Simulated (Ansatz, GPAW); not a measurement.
**Fitting the PBE energy curve of Ga3Se**

The structure is cubic, space group Pm-3m (No. 221). Conventional cell: a = 4.432 Å, b = 4.432 Å, c = 4.432 Å, α = 90.00°, β = 90.00°, γ = 90.00°. Se (site symmetry m-3m) has 12 Ga at 3.13 Å as nearest neighbours. Ga (site symmetry 4/mmm) is surrounded by 4 Se at 3.13 Å and 8 Ga at 3.13 Å.

The cell comes from a database or a generator and needn't be the stable form of this composition.

The cell was scaled at fixed shape and fractions and run with Ansatz, Ansatz PAW, cutoff 420 eV; PBE, k mesh 6 × 6 × 6 on the cell of 4 atoms, fermi-dirac occupations of 0.05 eV, no spin polarisation, no spin-orbit coupling. Energies are those that the program minimises, any entropy of the smearing included. For a metal such a mesh isn't converged to the digits shown.

```csv
V (Å³/atom),energy over the lowest row (meV/atom)
20.4646,6.129
20.9000,?
21.3355,0.000
21.7709,0.490
22.2063,2.987
22.6417,7.258
23.0771,13.103
```

**Question.** Fit the third-order Birch-Murnaghan form, give V0, B0 and B′, and predict the energy left open.

**Answer.** With y = (V0/V)^(2/3), E = E0 + (9 V0 B0/16) [(y - 1)³ B′ + (y - 1)² (6 - 4y)]. Least squares through the rows shown give V0 = 21.4526 Å³/atom, E0 = -0.080 meV, B0 = 39.77 GPa (1 eV/Å³ = 160.218 GPa) and B′ = 5.04, with a largest miss of 0.001 meV. At V = 20.9000 the form with these constants gives 1.782 meV; the run gave 1.782 meV an atom. Other set-ups at this level, from all their volumes (Å³/atom, GPa): GPAW, GPAW PAW data sets (gpaw-data 1.2.1): V0 21.305, B0 41.4.

The fitted minimum at 21.4526 Å³/atom with a bulk modulus of 39.77 GPa describes a fairly soft solid. The bonding offers a likely reason: the Ga-Se contacts of 3.13 Å are much longer than the covalent bonds in the known gallium selenides, where gallium is tetrahedrally coordinated. Here the valence electrons are probably spread over many weak contacts in a close-packed arrangement, so a uniform change of volume costs little energy. The positive B′ reflects the usual asymmetry of cohesion: overlap repulsion rises steeply on compression, while the attraction fades more gently on expansion.

The agreement at the omitted volume shows that the curve is smooth and that the fit interpolates well; it doesn't test the form at strong compression. The GPAW result pairs a smaller volume with a larger modulus, the usual direction, and the difference may stem from the PAW data sets. A minimum along this isotropic path doesn't establish resistance to shear or to atomic displacements that would restore short Ga-Se bonds.
